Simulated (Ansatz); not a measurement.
## A series in volume scale on CO2

Free energy against uniform scaling of the volume at fixed shape and fractions; periodic cell, basis, potentials, k mesh and filling as listed. The results are calculated, by Ansatz 0.2.0.

The cell before it is scaled or strained (space group I-42d, No. 122):
```
CO2
1.0
     -1.9747     1.9747     3.0141
      1.9747    -1.9747     3.0141
      1.9747     1.9747    -3.0141
C O
2 4
Direct
  0.75000 0.25000 0.50000
  0.00000 0.00000 0.00000
  0.70980 0.12500 0.08480
  0.04020 0.62500 0.91520
  0.37500 0.29020 0.41520
  0.87500 0.95980 0.58480
```

Settings of every row: functional LDA; dispersion none; potentials all-electron LAPW; k mesh 7x7x7; k shift 0x0x0; occupations fermi dirac; smearing width 0.05 eV; spin none; basis error target 0.0005 eV/atom.

Limits: the cell comes from a prototype or a list of computed structures and needn't be the stable phase.

```
row  volume scale  V (Å³/atom)  energy above lowest point (meV/atom)
  1          0.94        7.365                                     0
  2          0.97          7.6                                   1.7
  3             1        7.836                                  15.8
  4          1.03        8.071                                     ?
  5          1.06        8.306                                  74.1
```

Question: what energy above lowest point should row 4 give?

Worked fit of energy above lowest point. Take u = (V_r/V)^(2/3) − 1 with V_r = 7.718 Å³ an atom, which is twice the finite (Eulerian) strain; such expansions in the strain, on which the Birch-Murnaghan equation of state is built, carry the rest volume and the bulk modulus. The shown rows have u = 0.0317, 0.01032, -0.01006, -0.04777. Least squares give energy above lowest point = 7.31 − 696.3 × u + 14690 × u² meV/atom; a straight line predicts inner rows, each left out in turn, worse (root mean square 15 against 0.015 meV/atom). All shown rows lie on it to the printed digit. Its lowest point lies at u = 0.0237, or V = 7.452 Å³ an atom, and the curvature there gives the bulk modulus at fixed shape and fractions, B = (4/9)(1 + u)² E″(u)/V = 294 GPa. Letting shape and atoms relax would as a rule lower it, by much in layered, chain or molecular crystals. The withheld row has u = -0.02937, so the fit gives 7.31 − 696.3 × (-0.02937) + 14690 × (-0.02937)² = 40.4 meV/atom.

The calculation gave 40.5 meV/atom. The fit lies 0.1 meV/atom (0.13 % of the column's range) below it, one unit of the last digit.
